**Does nitrogen really make electrons heavier in InAsN?**

*I am modelling a mid-infrared InAs$_{1-x}$N$_x$ layer with $x\approx 0.02$. The band-anticrossing (BAC) recipe says: take the lower branch $E_-$, find its host fraction $f$, replace $m$ by $m/f$ and $|M|^2$ by $f|M|^2$. The maximum gain then hardly changes, transparency density goes up and differential gain goes down. This is used a lot for GaAsN. What does $m/f$ assume, and does it still hold when the host gap is only 0.4 eV?*

---

The recipe assumes that the host mass is a fixed number. It is not: it comes mostly from $\mathbf{k\cdot p}$ repulsion by the valence band, and nitrogen pushes the edge toward that band. The correction opposes the $1/f$ effect. In a model of GaAsN at $x=0.01$ to $0.02$ it removes roughly half of the increase and leaves the mass heavier. In a model of InAsN it exceeds the $1/f$ effect and the mass falls.

**Where the assumption enters**

Energies are measured from the valence-band top of an unstrained layer. The BAC model couples a flat nitrogen level $E_N$ to the host conduction state $E_M(k)$ by $V=C\sqrt{x}$. With $E_M\equiv E_M(0)$ and $D=E_N-E_M$,

$$E_-=\tfrac12\left[E_N+E_M-\sqrt{D^2+4C^2x}\right],\qquad f=\tfrac12\left[1+\frac{D}{\sqrt{D^2+4C^2x}}\right].$$

Here $f=\partial E_-/\partial E_M$ is the squared host amplitude in the lower state. Inserting $E_M(k)=E_M+\hbar^2k^2/2m_M$ gives $E_-(k)=E_-+f\hbar^2k^2/2m_M$, hence $m_M/f$. That insertion is the assumption. The mass $m_M$ was obtained by folding the valence bands into the conduction band at the energy $E_M$, and it is then used at the energy $E_-$.

**Dropping it**

Keep the valence states explicitly. Let $\epsilon=\hbar^2k^2/2m_0$, let $E_P$ be the Kane energy, $\Delta$ the spin-orbit splitting and $F$ the remote-band parameter. For $\mathbf k$ along $z$ the heavy hole decouples, and one spin block in the basis (N, S-like host, light hole, split-off) is

$$H=\begin{pmatrix}E_N&V&0&0\\V&E_M+(1+2F)\epsilon&a&b\\0&a&0&0\\0&b&0&-\Delta\end{pmatrix},\qquad a^2=\tfrac23E_P\epsilon,\quad b^2=\tfrac13E_P\epsilon.$$

The nitrogen state is given no momentum matrix element to the valence band, as usual. Diagonal $k^2$ terms of the valence states are left out, since they affect the conduction branch only at order $k^4$. Eliminating the three states that couple only to S (Löwdin partitioning, exact for this matrix) turns $\det(H-E)=0$ into

$$\epsilon\,\mu(E)=\gamma(E),$$

$$\mu(E)=1+2F+\frac{E_P}{3}\left(\frac2E+\frac1{E+\Delta}\right),\qquad \gamma(E)=E-E_M+\frac{C^2x}{E_N-E}.$$

At $k=0$, $\gamma=0$ returns the same $E_-$, so the gap is untouched. The mass defined by $\hbar^2k/m=dE/dk$ is

$$\frac{m(E)}{m_0}=\frac{d\epsilon}{dE}=\frac{\gamma'}{\mu}-\frac{\gamma\mu'}{\mu^2}.$$

At the edge the second term vanishes and $\gamma'(E_-)=1+C^2x/(E_N-E_-)^2=1/f$. With $m_M=m_0/\mu(E_M)$,

$$\boxed{\frac{m^*}{m_M}=\frac1f\,\frac{\mu(E_M)}{\mu(E_-)}}$$

The factor $1/f$ survives, but it multiplies the Kane mass of a host whose gap is $E_-$. The edge matrix element stays $f|M|^2$, because the valence admixture vanishes at $k=0$.

To first order in $x$, which requires $C^2x\ll D^2$, $E_M-E_-\simeq C^2x/D$ and $1/f-1\simeq C^2x/D^2$. Define

$$\kappa=-\frac{\mu'(E_M)}{\mu(E_M)}=\frac{m_M}{m_0}\frac{E_P}{3}\left[\frac{2}{E_M^2}+\frac{1}{(E_M+\Delta)^2}\right].$$

Then

$$\frac{m^*}{m_M}\simeq1+\frac{C^2x}{D}\left(\frac1D-\kappa\right).$$

The correction relative to the BAC term is $-\kappa D$, independent of $C$ and $x$ at this order. Since $1/\kappa$ is of the order of the gap, dilute nitrogen makes the edge heavier only if its level lies closer to the conduction edge than roughly one gap.

**Size in InAsN**

Take typical low-temperature inputs $E_M=0.417$ eV, $\Delta=0.39$ eV, $E_P=21.5$ eV and $F=-2.90$, where $F$ is chosen to reproduce a host mass near $0.026\,m_0$. Take approximate BAC inputs $E_N=1.44$ eV and $C=2.0$ eV. Then $D=1.023$ eV, $\mu(E_M)=38.5$, $\kappa=2.43$ eV$^{-1}$, $1/\kappa=0.41$ eV and $\kappa D=2.5$. Setting $F=0$ instead gives $m_M=0.0226\,m_0$ and $\kappa D=2.2$, so the sign does not hinge on $F$. For GaAs (typical $E_M=1.519$, $\Delta=0.341$, $E_P=28.8$, $E_N=1.65$ eV, $F=-1.94$) one finds $D=0.131$ eV and $\kappa D=0.10$. That small ratio holds only for $x\ll D^2/C^2=0.002$, with a typical $C=2.7$ eV. At higher $x$ the factor $1/f$ saturates while the gap keeps falling, and the boxed formula is needed. At $x=0.02$ it gives $E_-=1.197$ eV, $1/f=1.71$, $\mu(E_M)/\mu(E_-)=0.77$ and $m^*/m_M=1.32$; at $x=0.01$ it gives 1.37 against $1/f=1.62$. At these compositions the recipe keeps the sign in GaAsN but overstates the single-level model's increase by about a factor of two. As typical knowledge, masses inferred for GaAsN scatter widely and often lie 30 % or more above the model's value, which is usually ascribed to nitrogen pair and cluster states. For InAsN, $D^2/C^2=0.26$ and the first-order form is adequate, as the table shows.

| $x$ | $E_-$ (eV) | $f$ | $1/f$ | $\mu(E_M)/\mu(E_-)$ | $m^*/m_M$ | first order |
|---|---|---|---|---|---|---|
| 0.01 | 0.379 | 0.966 | 1.036 | 0.909 | 0.941 | 0.943 |
| 0.02 | 0.344 | 0.938 | 1.067 | 0.825 | 0.880 | 0.886 |
| 0.03 | 0.311 | 0.914 | 1.094 | 0.746 | 0.816 | 0.830 |

The third decimal serves only to compare the last two columns. At $x=0.02$ the model's gap has dropped by 73 meV, to a wavelength of 3.6 µm. The recipe raises the mass by 7 %, the neglected factor lowers it by 18 %, and the net change is a fall of 12 %, to $0.023\,m_0$ instead of a rise to $0.028\,m_0$. Values of $C$ in use for InAsN run from about 1.7 to 2.5 eV, which scales the first-order change by 0.7 to 1.6 without altering its sign.

**Consequences for gain**

Take one parabolic electron subband of mass $m_e$ and one heavy-hole subband of mass $m_h$ in a well of width $L$, with equal sheet densities $N$, fixed refractive index and fixed overlap. The gain at the subband edge is

$$g=g_{\max}\left(1-e^{-N/N_c}-e^{-N/N_v}\right),\qquad N_{c,v}=\frac{m_{e,h}k_BT}{\pi\hbar^2},\qquad g_{\max}\propto\frac{|M|^2m_r}{\hbar\omega L},$$

with $1/m_r=1/m_e+1/m_h$. Transparency $N_{tr}$ is the zero of the bracket. For $m_h\gg m_e$ the factor $f$ cancels between $|M|^2$ and $m_r$, which is the familiar argument. It also holds $\hbar\omega$ fixed, and that fails here: $E_M/E_-=1.21$. The heavy-hole limit with both changes is

$$\frac{g_{\max}(x)}{g_{\max}(0)}\to\frac{\mu(E_M)}{\mu(E_-)}\,\frac{E_M}{E_-}=1.00 .$$

The two omissions offset each other because the Kane mass is nearly proportional to the gap, $\kappa E_M=1.01$. The table gives the model's ratios to the nitrogen-free layer at $x=0.02$, at equal temperature, for an illustrative $m_h=0.4\,m_0$, using edge masses and $\hbar\omega$ equal to the gap.

| | $m_M/f$, fixed $\omega$ | $m_M/f$, $\hbar\omega=E_-$ | corrected mass, $\hbar\omega=E_-$ |
|---|---|---|---|
| $g_{\max}$ | 1.00 | 1.21 | 1.01 |
| $N_{tr}$ | 1.05 | 1.05 | 0.91 |
| $dg/dN$ at $N_{tr}$ | 0.98 | 1.19 | 1.04 |

So the near constancy of $g_{\max}$ survives, for a different reason, while the trends in $N_{tr}$ and $dg/dN$ reverse.

**Neglected terms of comparable size**

*Confinement.* In a well the electron sits above the edge, and the term $-\gamma\mu'/\mu^2$ counts. With hard walls and $L=15$ nm, $k_z=\pi/L=0.21$ nm$^{-1}$. Solving $\epsilon\mu=\gamma$ gives $E_1=0.473$ eV for $x=0$ and $0.406$ eV for $x=0.02$. The model dispersion depends only on $k^2$, so $m(E_1)$ is the in-plane mass: $0.033\,m_0$ and $0.031\,m_0$, a ratio of 0.94. The fall is halved but keeps its sign, and the gain table overstates the change in $N_{tr}$ accordingly.

*Strain.* On an InAs substrate, approximate lattice constants of 6.06 Å (InAs) and 4.98 Å (cubic InN) give a tensile strain $\varepsilon=0.36$ % at $x=0.02$ by linear interpolation. With a typical gap deformation potential $a_g=-6.1$ eV and $c_{12}/c_{11}=0.54$, the hydrostatic shift $2a_g(1-c_{12}/c_{11})\varepsilon$ is $-20$ meV. Multiplied by $\kappa$ this lowers the mass by about a further 5 %. The shear part lifts the light hole above the heavy hole, so the heavy-hole table then needs confinement or strain compensation to apply.

**Bismides**

Bismuth anticrosses with the valence band and pushes its upper branch up. The heavy hole has no Kane partner in the lowest conduction band along its $\mathbf k$, so $m_{hh}/f$ keeps its form. The electron and light-hole masses do feel the smaller gap. For the electron, each term such as $1/E$ in $\mu$ splits into two, weighted by the host fractions of the two valence branches and each taken with its own gap.

**How far to trust the number**

The value $0.023\,m_0$ is the model's edge mass, for a single sharp nitrogen level with no pair or cluster states. As typical knowledge, InAsN layers are unintentionally n-type, and masses inferred from optical or cyclotron data lie above the InAs edge value, by tens of per cent up to a factor of two or more in heavily n-type layers. The edge value is therefore low by that much as a prediction of such data. Band filling works in that direction within the model itself: $k=0.21$ nm$^{-1}$ is the bulk Fermi wavevector, $k_F=(3\pi^2n)^{1/3}$, for $n=3\times10^{17}$ cm$^{-3}$, where the model's mass is already $0.031\,m_0$. A mass above that of InAs is thus no evidence for $m_M/f$ unless the electron density is accounted for.